## Problem

A metal/HfO$_2$/p-Si capacitor with an equivalent oxide thickness EOT $=1.5$ nm is biased in depletion at $T=300$ K. All capacitances are per unit area. The data below are illustrative values constructed for this exercise, not measurements.

| $V_G$ (V) | $C_{HF}$ at 1 MHz (µF/cm²) | $C_{LF}$, quasi-static ramp of 0.1 V/s (µF/cm²) |
|---|---|---|
| $-0.050$ | 0.3157 | |
| $0.000$ | 0.3000 | 0.5160 |
| $+0.050$ | 0.2865 | |

The static dielectric constant of Si is 11.7 at 300 K (compiled value, Ioffe Institute). The EOT refers to the typical SiO$_2$ value 3.9. For part (d) assume the typical values $n_i=1.0\times10^{10}$ cm$^{-3}$, hole capture cross-section $\sigma_p=10^{-15}$ cm² and thermal velocity $v_{th}=10^{7}$ cm/s. The acceptors are fully ionised, the traps lie at the Si surface, and series resistance is already removed.

(a) Derive the doping $N(W)$ at the depletion edge from $C_{HF}$, $C_{LF}$ and $C_{ox}$.
(b) Find $W$, the uncorrected doping and the corrected doping at $V_G=0$.
(c) Find $C_{it}$ and $D_{it}$, and the overestimate that the same traps would cause at EOT $=10$ nm.
(d) Estimate the neglected effects.

## Solution

### (a) The formula

Take the band bending $\psi_s$ positive in depletion of p-type Si. In the depletion approximation, integrating Poisson's equation twice gives

$$\psi_s=\frac{q}{\varepsilon_s}\int_0^W xN(x)\,dx,\qquad d\psi_s=\frac{qN(W)\,W}{\varepsilon_s}\,dW,\qquad C_D=\frac{\varepsilon_s}{W}.$$

Hence $d(1/C_D^2)/d\psi_s=2W\,(dW/d\psi_s)/\varepsilon_s^2=2/(q\varepsilon_sN)$.

The traps are taken to follow the slow change of bias but not the 1 MHz signal:

$$\frac1{C_{HF}}=\frac1{C_{ox}}+\frac1{C_D},\qquad \frac1{C_{LF}}=\frac1{C_{ox}}+\frac1{C_D+C_{it}}.$$

A slow change $d\psi_s$ requires the gate charge $(C_D+C_{it})\,d\psi_s$, which adds a drop across the oxide:

$$\frac{d\psi_s}{dV_G}=\frac{C_{ox}}{C_{ox}+C_D+C_{it}}=1-\frac{C_{LF}}{C_{ox}}.$$

This is the stretch-out. Since $d(1/C_{HF})=d(1/C_D)$, we have $d(1/C_{HF}^2)=(C_D/C_{HF})\,d(1/C_D^2)$, and

$$\frac{C_D}{C_{HF}}=\frac{C_{ox}+C_D}{C_{ox}}=\frac{1}{1-C_{HF}/C_{ox}}.$$

The slope $S\equiv d(1/C_{HF}^2)/dV_G$ is therefore $S=F\,d(1/C_D^2)/d\psi_s=2F/(q\varepsilon_sN)$, which gives

$$N(W)=\frac{2}{q\varepsilon_sS}\,F,\qquad F=\frac{1-C_{LF}/C_{ox}}{1-C_{HF}/C_{ox}}=\frac{C_{ox}+C_D}{C_{ox}+C_D+C_{it}},$$

$$W=\varepsilon_s\left(\frac1{C_{HF}}-\frac1{C_{ox}}\right).$$

This is the correction of Brews (1973). For n-type Si, $S$ is negative and $|S|$ is used. Without traps $F=1$. With traps $F<1$, so the uncorrected value $N_{app}=2/(q\varepsilon_sS)$ is too high by the fraction $C_{it}/(C_{ox}+C_D)$. The depth $W$ comes from $C_{HF}$ alone and needs no correction.

### (b) Depth and doping

Unrounded values are carried between steps.

$$\varepsilon_s=11.7\,\varepsilon_0=1.0359\times10^{-12}\ \text{F/cm},\qquad C_{ox}=\frac{3.9\,\varepsilon_0}{1.5\times10^{-7}\ \text{cm}}=2.302\ \mu\text{F/cm}^2 .$$

At $V_G=0$, $1/C_D=3.333-0.434=2.899$ cm²/µF. Thus $C_D=0.345$ µF/cm² and

$$W=(1.0359\times10^{-12}\ \text{F/cm})(2.899\times10^{6}\ \text{cm}^2/\text{F})=30.0\ \text{nm}.$$

The outer biases give $W=28.3$ nm and 31.7 nm, the interval over which the slope is averaged.

The three values of $1/C_{HF}^2$ are 10.033, 11.111 and 12.183 cm⁴/µF². The central difference is

$$S=\frac{2.149\ \text{cm}^4/\mu\text{F}^2}{0.100\ \text{V}}=2.149\times10^{13}\ \text{cm}^4\,\text{F}^{-2}\,\text{V}^{-1}.$$

The one-sided slopes, 21.55 and 21.44 cm⁴ µF$^{-2}$ V$^{-1}$, show little curvature. Rounding of the tabulated capacitances by $\pm0.00005$ µF/cm² changes $S$ by at most 0.35 %, from $|\delta(1/C^2)|=2\,\delta C/C^3$ at both ends. With $q\varepsilon_s=1.6598\times10^{-31}$ C F/cm and 1 C = 1 F V,

$$N_{app}=\frac{2}{(1.6598\times10^{-31})(2.149\times10^{13})}\ \text{cm}^{-3}=5.61\times10^{17}\ \text{cm}^{-3}.$$

The correction factor is

$$F=\frac{1-0.5160/2.302}{1-0.3000/2.302}=\frac{0.7759}{0.8697}=0.892,$$

so that

$$N(30.0\ \text{nm})=0.892\times5.61\times10^{17}\ \text{cm}^{-3}=5.00\times10^{17}\ \text{cm}^{-3}.$$

The uncorrected value is high by $1/F-1=12.1$ %.

### (c) Trap density and oxide thickness

From the low-frequency point, $1/(C_D+C_{it})=1.938-0.434=1.504$ cm²/µF, so $C_D+C_{it}=0.665$ µF/cm² and $C_{it}=0.320$ µF/cm². A change $d\psi_s$ moves the surface Fermi level by $q\,d\psi_s$, so $C_{it}=q^2D_{it}$. With $D_{it}$ per eV, one factor $q$ converts volts to electronvolts:

$$D_{it}=\frac{0.320\times10^{-6}\ \text{C V}^{-1}\text{cm}^{-2}}{1.602\times10^{-19}\ \text{C}}=2.0\times10^{12}\ \text{cm}^{-2}\,\text{eV}^{-1}.$$

At EOT $=10$ nm, $C_{ox}=0.345$ µF/cm², and the same $C_{it}$ and $C_D$ give $C_{it}/(C_{ox}+C_D)=46$ %. The thin gate stack suppresses the stretch-out because $C_{ox}$ dominates the denominator.

### (d) Neglected effects

**Majority-carrier tail.** The relation $S=F\,d(1/C_s^2)/d\psi_s$ holds for any semiconductor capacitance $C_s(\psi_s)$ that replaces $C_D$ in $C_{HF}$, with $F$ formed from the two measured curves. Take uniform doping, Boltzmann holes, $u=q\psi_s/kT$ and $L_D=(\varepsilon_skT/q^2N)^{1/2}$. The first integral of Poisson's equation gives $|Q_s|=(\varepsilon_skT/qL_D)\sqrt{2(u-1+e^{-u})}$, and differentiation gives

$$\frac{\varepsilon_s^2}{C_s^2}=2L_D^2\,g(u),\qquad g(u)=\frac{u-1+e^{-u}}{(1-e^{-u})^2}.$$

The formula of part (a) then returns $N/g'(u)$, with $g'\simeq1-(2u-3)e^{-u}$ for large $u$. With $kT/q=25.85$ mV and $N=5.00\times10^{17}$ cm$^{-3}$, $L_D=5.78$ nm and $W/L_D=5.2$. Since $g\simeq u-1$, we get $u\simeq1+W^2/2L_D^2=14.5$ and $\psi_s=0.375$ V, treating the doping as uniform for this estimate. The residual $1/g'-1$ is $1.3\times10^{-5}$, which is negligible. At $u=4$, where $\varepsilon_s/C_s=14.5$ nm or $2.5\,L_D$, it is 10.9 %, of the same sign and size as the trap term, which is 10.6 % there for the same $C_{it}$. The factor $F$ does not remove it, so the profile fails that close to the surface. Structure in $N(x)$ finer than about $L_D$ is not resolved at any depth.

**Minority carriers.** The bulk potential is $\phi_B=(kT/q)\ln(N/n_i)=0.458$ V, larger than $\psi_s$. The surface Fermi level lies 0.08 eV below the intrinsic level, and $D_{it}$ refers to that energy. Electrons raise the low-frequency semiconductor capacitance by a fraction of about $(n_i/N)^2e^{u}=8\times10^{-10}$, which is negligible. Near strong inversion this term would be misread as $C_{it}$.

**Trap response at 1 MHz.** The surface hole density is $p_s=Ne^{-u}=2.5\times10^{11}$ cm$^{-3}$, so $\tau=1/(\sigma_pv_{th}p_s)=0.40$ ms and $\omega\tau=2.5\times10^{3}$. The traps follow the ramp easily. A level with hole occupancy $f$ relaxes by capture and emission in the time $f\tau$. For a uniform continuum of levels, without potential fluctuations, the part that still responds is

$$C_p=C_{it}\int_0^1\frac{df}{1+\omega^2\tau^2f^2}=C_{it}\,\frac{\arctan\omega\tau}{\omega\tau}=2.0\times10^{-4}\ \mu\text{F/cm}^2 .$$

This is only 0.06 % of $C_D$, but for $\omega\tau\gg1$ it varies as $e^{-u}$ while $C_D$ varies as $(u-1)^{-1/2}$. It therefore adds the fraction $2(u-1)\,C_p/C_D=1.6$ % to $|dC_s/d\psi_s|$. With $C_s=C_D+C_p$ and $d(1/C_s^2)=-2\,dC_s/C_s^3$, the extracted $N$ is low by 1.4 %. A tenfold larger $\sigma_p$ makes this 12 %, as large as the correction itself. Frequency independence of the slope, not only of $C_{HF}$, must be verified.

**Uncertainty of $C_{ox}$.** In thin stacks the accumulation capacitance falls short of $C_{ox}$ because the hole layer has a finite thickness. A value of $C_{ox}$ too low by 5 % gives $F=0.886$, which lowers $N$ by 0.7 %, and $W=29.8$ nm. $N_{app}$ does not depend on $C_{ox}$.

**Gate leakage.** The displacement current on the ramp is $(0.5160\ \mu\text{F/cm}^2)(0.1\ \text{V/s})=5.2\times10^{-8}$ A/cm². An unsubtracted leakage $J$ shifts $C_{LF}$ by $J/(dV_G/dt)$, and $\delta F/F=-\delta C_{LF}/(C_{ox}-C_{LF})$. Keeping $F$ within 1 % requires $|\delta C_{LF}|<0.0179$ µF/cm², that is $|J|<1.8\times10^{-9}$ A/cm² after subtraction.

### Result

For this model capacitor at $W=30$ nm, $N_{app}=5.6\times10^{17}$ cm$^{-3}$, $F=0.89$ and $N=5.0\times10^{17}$ cm$^{-3}$. The percent-level terms of part (d) support two figures. These numbers belong to the illustrative data. Their trap density is several times above the roughly $3\times10^{11}$ cm$^{-2}$ eV$^{-1}$ typical near midgap of a well-annealed Si/HfO$_2$ stack with an interfacial oxide. That density gives $C_{it}=0.048$ µF/cm² and an overestimate of only 1.8 % at the same depth.